**1. What is counted.** The stiffness $C_{ijkl}$ has $3^4=81$ Cartesian components. Premises about the energy reduce them to 21, and crystal symmetry reduces them further. The tensors compatible with a point group $G$ form a real linear space, and $N(G)$ is its dimension: the number of real numbers that fix the tensor in axes tied to the lattice.

**2. Premises.**

- (P1) The deformation is homogeneous, $x\to Fx$, and a free energy $u(F)$ per unit reference volume exists at fixed temperature (or an internal energy at fixed entropy), twice continuously differentiable near $F=1$.
- (P2) The Hamiltonian of electrons and nuclei is invariant under translations and under all of $O(3)$, reflections included. No external field singles out a direction.
- (P3) The reference state is stress-free and invariant under a space group with operations $\{g|t\}$. The orthogonal matrices $g$ form the point group $G$ of order $|G|$.

**3. Where the index symmetries come from.** By (P2), $u(QF)=u(F)$ for every rotation $Q$. The polar decomposition $F=QU$ with $U=\sqrt{F^TF}$ then shows that $u$ depends on $F$ only through the symmetric Lagrangian strain $\eta=\tfrac12(F^TF-1)$. The linear term of the expansion is the reference stress, zero by (P3), so
$$u=u_0+\tfrac12 C_{ijkl}\,\eta_{ij}\eta_{kl}+O(\eta^3),\qquad C_{ijkl}=\frac{\partial^2u}{\partial\eta_{ij}\partial\eta_{kl}}\Big|_0 .$$
The minor symmetries $C_{ijkl}=C_{jikl}=C_{ijlk}$ hold because $\eta$ has six independent components. The major symmetry $C_{ijkl}=C_{klij}$ holds because mixed second derivatives commute. It comes from (P1) and owes nothing to the crystal. So $C$ is a symmetric form on a six-dimensional space, with $6\cdot7/2=21$ components.

**4. Neumann's principle is a consequence here, and glides do not matter.** Let $x$ run over the atomic sites, and apply $g$ to the deformed crystal $\{Fx\}$. Then
$$gFx=F'\,gx=F'(gx+t)-F't,\qquad F'=gFg^{T}.$$
Since $gx+t$ runs over the same sites with the same species, the image is the crystal deformed by $F'$ and shifted rigidly. By (P2) the energy is unchanged, so $u(F')=u(F)$. The strain of $F'$ is $g\eta g^T$, hence
$$u(g\eta g^T)=u(\eta)\quad\text{for all } g\in G .$$
The translation $t$ has dropped out, so the screw axes and glide planes of pyrite ($Pa\bar3$) act like the axes and mirrors of its point group $m\bar3$. The conjugated form $gFg^T$ keeps $\det F'>0$ for improper $g$ as well.

Sublattices may also shift by internal displacements $w$, as sulfur does along $\langle111\rangle$ in pyrite. With $u=\tfrac12\eta\,C^0\eta+w\,B\eta+\tfrac12 w\,\Phi w$, minimisation gives $w=-\Phi^{-1}B\eta$ and $C=C^0-B^T\Phi^{-1}B$, again symmetric. The operation maps the set of all $w$ onto itself, so the minimum is invariant too. Clamped-ion and relaxed tensors have the same count.

**5. Which $6\times6$ notation.** Indices $1\ldots6$ stand for $xx,yy,zz,yz,xz,xy$. Voigt constants $C_{IJ}=C_{ijkl}$ go with $\eta_1=\eta_{xx}$ and engineering shears $\eta_4=2\eta_{yz}$. In that basis the transformation matrix is not orthogonal, and stress and strain transform differently. The orthonormal (Kelvin) components $\hat\eta=(\eta_{xx},\eta_{yy},\eta_{zz},\sqrt2\eta_{yz},\sqrt2\eta_{xz},\sqrt2\eta_{xy})$ avoid this, since $\hat\eta\cdot\hat\eta'=\operatorname{tr}\eta\eta'$. The map $\eta\to g\eta g^T$ preserves that product, so its matrix $D(g)$ is orthogonal, and $D(gh)=D(g)D(h)$. With $u=\tfrac12\hat\eta^T\hat C\hat\eta$ one has $\hat C_{12}=C_{12}$, $\hat C_{16}=\sqrt2\,C_{16}$ and $\hat C_{44}=2C_{44}$. Invariance reads $D^T\hat CD=\hat C$, or equivalently
$$T(g)\hat C\equiv D(g)\,\hat C\,D(g)^T=\hat C .$$
$T$ is a real 21-dimensional representation of $G$, and $\chi(g)=\operatorname{tr}T(g)$. Traces do not depend on the basis, so the notation cannot affect $N$.

**6. Why an average of traces counts constants.** Let $P=|G|^{-1}\sum_gT(g)$. For $h\in G$ the products $hg$ run through $G$ once, so $T(h)P=P$. Every $P\hat C$ is therefore invariant. An invariant $\hat C$ obeys $P\hat C=\hat C$ term by term, so the image of $P$ is exactly the invariant space. Averaging $T(h)P=P$ over $h$ gives $P^2=P$. A projector has eigenvalue 1 on its image and 0 on its kernel, and these two span the space, so its trace is the dimension of the image:
$$N=\operatorname{tr}P=\frac1{|G|}\sum_{g\in G}\chi(g).$$
Everything is real, and no character table is needed. A non-integer result signals a slip, but an integer does not prove correctness (comment 9).

**7. One lemma, used twice.** For an $n\times n$ matrix $A$, the map $X\to AXA^T$ on symmetric matrices has trace $\tfrac12[(\operatorname{tr}A)^2+\operatorname{tr}A^2]$. To prove it, extend the map to all matrices as $L(X)=\tfrac12A(X+X^T)A^T$. This agrees with the map on symmetric $X$ and annihilates antisymmetric $X$, so the traces are equal. In components
$$L(X)_{ab}=\tfrac12\left(A_{ac}A_{bd}+A_{ad}A_{bc}\right)X_{cd}.$$
Setting $c=a$, $d=b$ and summing gives $\tfrac12(A_{aa}A_{bb}+A_{ab}A_{ba})$, which is the claim.

**8. The character.** Write $g=\pm R$, where the sign is $\det g$ and $R$ is a proper rotation by $\theta$, and let $c=\cos\theta$. With the axis along $z$, $\operatorname{tr}R=1+2c$. Also $g^2=R^2$ is a rotation by $2\theta$, with cosine $c_2=2c^2-1$.

First use, $A=g$, for the strain:
$$\chi_\eta(g)=\tfrac12\left[(1+2c)^2+1+2(2c^2-1)\right]=4c^2+2c .$$
The sign of $g$ has squared away. Because $D(g)^2=D(g^2)$,
$$\operatorname{tr}D^2=4c_2^2+2c_2=16c^4-12c^2+2 .$$
Second use, $A=D(g)$:
$$\chi=\tfrac12\left[16c^4+16c^3+4c^2+16c^4-12c^2+2\right],$$
$$\boxed{\chi=16c^4+8c^3-4c^2+1,\qquad N=\frac1{|G|}\sum_{g\in G}\chi(g)}$$

| $R$ | $E$ | $C_2$ | $C_3$ | $C_4$ | $C_6$ |
|---|---|---|---|---|---|
| $c$ | $1$ | $-1$ | $-\tfrac12$ | $0$ | $\tfrac12$ |
| $\chi_\eta$ | 6 | 2 | 0 | 0 | 2 |
| $\chi$ | 21 | 5 | 0 | 1 | 2 |

**9. The angle of an improper operation.** The angle is that of $R=-g$. Inversion has $R=E$, and a mirror has $R=C_2$ about its normal. A rotoreflection $S(\varphi)$, a rotation by $\varphi$ followed by reflection in the perpendicular plane, equals minus a rotation by $\varphi+\pi$, so $c=-\cos\varphi$. The cubic term of $\chi$ notices the sign. The group $m\bar3$ has $E$, $8C_3$, $3C_2$, $i$, $8S_6$, $3\sigma$. The proper parts of the last three classes are $E$, threefold and twofold rotations, so
$$N=\frac{21+8\cdot0+3\cdot5+21+8\cdot0+3\cdot5}{24}=3 .$$
Inserting $\varphi$ in place of $\theta$ ($\pi$ for $i$, $\pi/3$ for $S_6$, $0$ for $\sigma$) would replace the last three terms by $5+16+63$ and give 5, an integer and wrong.

**10. From 32 point groups to 11 classes.** Since $T(-g)=T(g)$, adding the inversion changes nothing. The map $g\to(\det g)\,g$ is a homomorphism of $G$ onto a group $G^+$ of rotations, one-to-one if $G$ lacks the inversion and two-to-one if it contains it. The average over $G$ therefore equals that over $G^+$. There are eleven crystallographic rotation groups, one for each Laue class $G^+\cup(-G^+)$. The middle columns give the number of elements of each type.

| Laue class | $G^+$ | $E$ | $C_2$ | $C_3$ | $C_4$ | $C_6$ | $N$ | example |
|---|---|---|---|---|---|---|---|---|
| $\bar1$ | $C_1$ | 1 | | | | | 21 | kyanite |
| $2/m$ | $C_2$ | 1 | 1 | | | | 13 | monoclinic HfO$_2$ |
| $mmm$ | $D_2$ | 1 | 3 | | | | 9 | polar HfO$_2$ ($mm2$) |
| $4/m$ | $C_4$ | 1 | 1 | | 2 | | 7 | CaWO$_4$ |
| $4/mmm$ | $D_4$ | 1 | 5 | | 2 | | 6 | rutile |
| $\bar3$ | $C_3$ | 1 | | 2 | | | 7 | ilmenite |
| $\bar3m$ | $D_3$ | 1 | 3 | 2 | | | 6 | sapphire |
| $6/m$ | $C_6$ | 1 | 1 | 2 | | 2 | 5 | $\beta$-Si$_3$N$_4$ |
| $6/mmm$ | $D_6$ | 1 | 7 | 2 | | 2 | 5 | wurtzite GaN ($6mm$) |
| $m\bar3$ | $T$ | 1 | 3 | 8 | | | 3 | pyrite, cubic In$_2$O$_3$ |
| $m\bar3m$ | $O$ | 1 | 9 | 8 | 6 | | 3 | Si |

For instance $D_4$ gives $(21+5\cdot5+2\cdot1)/8=6$ and $O$ gives $(21+9\cdot5+8\cdot0+6\cdot1)/24=3$.

**11. A second route, which explains the pattern.** A rotation about $z$ multiplies the combinations $x\pm iy$ and $z$ by $e^{im\theta}$ with weights $m=\pm1,0$. The strain, built from unordered pairs, has weights $\pm2$ and $\pm1$ once each and $0$ twice. Unordered pairs of strain components give weight 4 once $(2{+}2)$, weight 3 once $(2{+}1)$, weight 2 three times ($2{+}0$ twice, $1{+}1$), weight 1 three times ($1{+}0$ twice, $2{-}1$), and weight 0 five times (three pairs of zeros, $1{-}1$, $2{-}2$). Thus
$$\chi=5+6\cos\theta+6\cos2\theta+2\cos3\theta+2\cos4\theta,$$
which the multiple-angle formulas turn into the boxed polynomial. The average of $e^{im\theta}$ over $C_n$ is a geometric sum, equal to 1 if $n$ divides $m$ and 0 otherwise. Hence $N(C_2)=5+6+2=13$, $N(C_3)=5+2=7$, $N(C_4)=5+2=7$, and $N(C_n)=5$ for every $n\ge5$. An axis of order above the tensor rank acts like an axis of full rotational symmetry (Hermann's theorem), which is why hexagonal crystals are transversely isotropic. The group $D_n$ adds $n$ twofold axes with $\chi=5$, so
$$N(D_n)=\tfrac12\left[N(C_n)+5\right],$$
giving 9, 6, 6, 5 for $n=2,3,4,6$. For $n=6$ the extra axes remove nothing: all five weight-zero tensors are already invariant under them.

An angular momentum $l$ contributes each weight $|m|\le l$ once, so its multiplicity is the number of states of weight $l$ minus that of weight $l+1$. From $5,3,3,1,1$ one finds
$$\chi=2\chi_0+2\chi_2+\chi_4,\qquad\chi_l=\sum_{m=-l}^le^{im\theta}.$$
Only $l=0$ survives the full rotation group, so an isotropic solid has 2 constants. The continuous average agrees: $\pi^{-1}\int_0^\pi\chi\,(1-\cos\theta)\,d\theta=5-3=2$, where $(1-\cos\theta)/\pi$ is the invariant distribution of rotation angles.

**12. Seven or six.** For $4/m$ and $\bar3$ some books print 6. Take $4/m$, where $C_{26}=-C_{16}$. With $p=\eta_1-\eta_2$, $q=\eta_6$ and $\zeta=p+iq$, the in-plane shear energy is
$$\tfrac14(C_{11}-C_{12})p^2+\tfrac12C_{66}q^2+C_{16}\,pq=a|\zeta|^2+\operatorname{Re}\left[\left(b-\tfrac i2C_{16}\right)\zeta^2\right],$$
with $a,b=(C_{11}-C_{12}\pm2C_{66})/8$. Axes turned counter-clockwise by $\phi$ have $\zeta=e^{2i\phi}\zeta'$, and reading off the $p'q'$ term gives
$$C_{16}'=C_{16}\cos4\phi-\tfrac14(C_{11}-C_{12}-2C_{66})\sin4\phi .$$
This vanishes at $\tan4\phi=4C_{16}/(C_{11}-C_{12}-2C_{66})$, and the tensor then has the $4/mmm$ form. In $\bar3$ the two weight-$\pm3$ components span a plane that turns by $3\phi$, the group $D_3$ fixes one line in it, and any vector can be turned onto that line. The seventh number has become the angle $\phi$, which no symmetry fixes and which may drift with temperature and pressure. So $N=7$ relative to the lattice, and 6 if the orientation is discarded. The same subtraction gives $21-3=18$ for triclinic and $13-1=12$ for monoclinic crystals. As symmetries of the tensor alone, the eleven Laue classes collapse to seven, and isotropy makes eight (Forte and Vianello, 1996).

**13. Why $m\bar3$ is elastically as symmetric as $m\bar3m$.** The character gives a number. The form follows from the generators. Let $n_x,n_y,n_z$ count the indices of a component, with sum 4. The twofold axis along $z$ multiplies it by $(-1)^{n_x+n_y}$, and likewise for $x$ and $y$, so the three counts share one parity. Three odd numbers have an odd sum, so all are even, which leaves the nine orthorhombic constants. The threefold axis along $[111]$ permutes $1\to2\to3$ and $4\to5\to6$ cyclically:
$$C_{11}=C_{22}=C_{33},\qquad C_{12}=C_{23}=C_{31},\qquad C_{44}=C_{55}=C_{66}.$$
The major symmetry supplies $C_{31}=C_{13}$, and three constants remain. The result is invariant under $x\leftrightarrow y$ and hence under fourfold axes that the crystal lacks. The invariants of $T$ lie within those of any subgroup and contain those of $O$, and equal dimensions make the spaces of $T$ and $O$ identical.

In terms of $l$: over $T$, $\chi_2$ averages to $(5+3\cdot1-8\cdot1)/12=0$ and $\chi_4$ to $(9+3\cdot1+8\cdot0)/12=1$, so $N=2+0+1$. Accordingly
$$C_{ijkl}=\lambda\,\delta_{ij}\delta_{kl}+\mu(\delta_{ik}\delta_{jl}+\delta_{il}\delta_{jk})+H\left[\Delta_{ijkl}-\tfrac15(\delta_{ij}\delta_{kl}+\delta_{ik}\delta_{jl}+\delta_{il}\delta_{jk})\right],$$
where $\Delta=1$ for four equal indices and 0 otherwise. The bracket is totally symmetric and traceless, hence pure $l=4$. Matching $C_{11}=\lambda+2\mu+\tfrac25H$, $C_{12}=\lambda-\tfrac15H$, $C_{44}=\mu-\tfrac15H$ gives
$$H=C_{11}-C_{12}-2C_{44},\quad\mu=\tfrac15(C_{11}-C_{12}+3C_{44}),\quad\lambda=\tfrac15(C_{11}+4C_{12}-2C_{44}).$$

**14. Where the missing fourfold axis does show.** A tensor with minor symmetries only, such as the photoelastic tensor $p_{IJ}$, is a general $6\times6$ matrix with character $\chi_\eta^2$. Over $T$ the count is $(36+3\cdot4)/12=4$, and over $O$ it is $(36+9\cdot4)/24=3$. The extra invariant of $T$ is antisymmetric. With $\omega=e^{2\pi i/3}$, the combination $\xi=\eta_1+\omega\eta_2+\omega^2\eta_3$ is unchanged by the twofold axes and acquires a phase under the threefold axes. Both $\operatorname{Re}\bar\xi\xi'$ and
$$\operatorname{Im}\bar\xi\xi'=\tfrac{\sqrt3}2\left(\eta_1\eta_2'+\eta_2\eta_3'+\eta_3\eta_1'-\eta_2\eta_1'-\eta_3\eta_2'-\eta_1\eta_3'\right)$$
are therefore invariant. The second allows $p_{12}\ne p_{13}$. It vanishes for $\eta'=\eta$ and cannot enter an energy.

Third-order elastic constants are symmetric in three strain slots. Averaging over the six permutations, as in comment 7, each cycle of length $k$ contributes $\chi_\eta(g^k)$:
$$\chi^{(3)}=\tfrac16\left[\chi_\eta(g)^3+3\chi_\eta(g)\chi_\eta(g^2)+2\chi_\eta(g^3)\right],$$
equal to 56, 8, 2, 0 for $E,C_2,C_3,C_4$. Then $T$ has $(56+3\cdot8+8\cdot2)/12=8$ constants and $O$ has $(56+9\cdot8+8\cdot2)/24=6$.

**15. What the count does not say.** $N$ is the number that symmetry allows. Further relations need a model of the forces, such as the Cauchy relation $C_{12}=C_{44}$ for central pair forces, atoms on inversion centres and zero stress. Nor does the count imply stability, which needs positive eigenvalues of $\hat C$. In both cubic classes the vector $(1,1,1,0,0,0)$ has eigenvalue $C_{11}+2C_{12}=3K$ with $K$ the bulk modulus, the two traceless diagonal strains have $C_{11}-C_{12}$, and the three shears have $2C_{44}$.

**16. Range of validity.**

- *Small strain.* For the isotropic strain $\eta_{ij}=e\,\delta_{ij}$ the relative volume change is $v=(1+2e)^{3/2}-1$. The definitions $K=-V\,dP/dV$ and $K'=dK/dP$ give $P=-Kv+\tfrac12K(K'+1)v^2+\ldots$ Integrating $du=-P\,dv$ yields $u=\tfrac92Ke^2(1-K'e+\ldots)$, so the cubic term has relative size $K'e$. A finite strain also lowers $G$ to the subgroup that leaves it invariant, and the constants about the strained state follow that subgroup.
- *Prestress.* With reference stress $\sigma^0$, the Cauchy stress is $\sigma=F(\sigma^0+C\eta)F^T/\det F$. For $F=1+\varepsilon$ with symmetric $\varepsilon$, $\delta\sigma=C\varepsilon+\varepsilon\sigma^0+\sigma^0\varepsilon-\sigma^0\operatorname{tr}\varepsilon$ to first order. The last term breaks the major symmetry of the stress-strain coefficients by $\sigma^0_{kl}\delta_{ij}-\sigma^0_{ij}\delta_{kl}$. This vanishes for $\sigma^0=-P\,1$, where the coefficients become $C_{11}-P$, $C_{12}+P$, $C_{44}-P$ in a cubic crystal. Hydrostatic pressure leaves $N$ unchanged as long as the phase keeps its Laue class. Under other stresses the formula holds for $C$ with the group of the stressed crystal, and the stress-strain coefficients are $C$ plus known terms in $\sigma^0$.
- *Thermal and electrical conditions.* Adiabatic and isothermal tensors differ by $T\beta_{ij}\beta_{kl}/c_\eta$, with $\beta$ the thermal stress tensor and $c_\eta$ the heat capacity per volume at fixed strain. This term is symmetric and invariant, so $N$ is the same. In cubic crystals $\beta_{ij}\propto\delta_{ij}$ and only $K$ changes, $K_S/K_T=1+\alpha_V\gamma T$, with volume expansion coefficient $\alpha_V$ and Grüneisen parameter $\gamma$. In piezoelectrics the count holds at zero field or zero displacement. Centrosymmetric pyrite has no such distinction.
- *Magnetic order.* $C$ is even under time reversal, so $G$ consists of the spatial parts of the magnetic point group, which may be smaller than the group of the lattice.
- *Homogeneity.* For waves of wavevector $k$, gradient terms enter at relative order $(ka)^2$ in centrosymmetric crystals and at order $ka$ where the point group allows a fifth-rank tensor. For odd rank the sign of $g$ no longer cancels. Twinned, textured or defect-ordered specimens follow their averaged symmetry.
- *No dissipation.* Without an energy function the major symmetry needs a separate argument.

**17. Numbers for pyrite.** The compiled values for a natural crystal ("Elastic Constants of Pyrite", J. Appl. Phys., temperature not stated) are $C_{11}=381.8$, $C_{12}=31$ and $C_{44}=109.4$ GPa. The compiled lattice constant is $a=5.4178$ Å at 295 K (Dalton Transactions, 2019). With $1\ \text{eV/Å}^3=160.2$ GPa the constants are 2.383, 0.19 and 0.683 eV/Å$^3$. The cell volume is 159.03 Å$^3$, and with four formula units each has $V=39.76$ Å$^3$. Since $C_{12}$ is given to 1 GPa, derived moduli are quoted no finer.

The three eigenvalues $\Lambda$ are the three constants in another guise. The last column is the harmonic energy $\tfrac12\Lambda\delta^2V$ of an eigenstrain with $|\hat\eta|=\delta=10^{-3}$.

| strain | multiplicity | $\Lambda$ (GPa) | $\Lambda$ (eV/Å$^3$) | energy (μeV per FeS$_2$) |
|---|---|---|---|---|
| dilatation | 1 | 444 | 2.77 | 55 |
| traceless diagonal | 2 | 351 | 2.19 | 44 |
| shear | 3 | 219 | 1.37 | 27 |

All are positive, so the tensor is stable. For the dilatation $e=\delta/\sqrt3$, and a typical $K'\approx5$ puts the model's estimate of the cubic term at 0.3 per cent. For a sound wavelength of 100 nm, $(ka)^2=1.2\times10^{-3}$. Both are below the printed precision.

The harmonic parts are $\lambda=57$, $\mu=136$ and $H=132$ GPa. The Zener ratio $2C_{44}/(C_{11}-C_{12})$ is 0.62, where isotropy ($H=0$) would give 1, and $C_{12}-C_{44}=-78$ GPa is far from the Cauchy relation.

The compliance $S=C^{-1}$ has the same form, with $S_{11}=(C_{11}+C_{12})/[(C_{11}-C_{12})(C_{11}+2C_{12})]$, $S_{11}-S_{12}=1/(C_{11}-C_{12})$ and $S_{44}=1/C_{44}$. For uniaxial stress along a unit vector $n$, $1/E=S_{11}\sum_in_i^4+(2S_{12}+S_{44})\Gamma$ with $\Gamma=n_x^2n_y^2+n_y^2n_z^2+n_z^2n_x^2$. Since $\sum_in_i^4=1-2\Gamma$,
$$\frac1{E(n)}=S_{11}-2S_0\Gamma,\qquad S_0=S_{11}-S_{12}-\tfrac12S_{44}.$$
Keeping a guard digit, $S_{11}=2.652\times10^{-3}$ and $S_0=-1.720\times10^{-3}$ GPa$^{-1}$. Young's modulus is 377 GPa along $[100]$, 285 GPa along $[110]$ and 263 GPa along $[111]$, for $\Gamma=0,\tfrac14,\tfrac13$. The directions $[210]$ and $[120]$ are not related by any operation of $m\bar3$, which permutes axes only cyclically, yet both have $\Gamma=\tfrac4{25}$ and $E=312$ GPa. This equality follows from comment 13 for any values of the constants, so the numbers illustrate it and do not test it. It holds equally for cubic In$_2$O$_3$, while third-order constants may distinguish the two directions.

One prediction can be set against separate data. The count fixes the bulk modulus without a further constant: $K=(C_{11}+2C_{12})/3=148$ GPa, or 0.923 eV/Å$^3$. The compiled value from compression ("Equation of state of pyrite to 80 GPa and 2400 K", at 300 K) is 141.2 GPa, or 0.881 eV/Å$^3$, so the first is 5 per cent higher. If the $C_{IJ}$ are adiabatic, approximate inputs $\alpha_V\approx2.7\times10^{-5}$ K$^{-1}$ and $\gamma\approx1.5$ give a model estimate $\alpha_V\gamma T=1.2$ per cent at 300 K, in the right direction and about a quarter of the gap. The remainder is not a symmetry effect, since $K=(C_{11}+2C_{12})/3$ is exact for a cubic crystal at zero pressure under equal thermal conditions, and it must lie in the samples, the conditions or the data reduction of the two sources.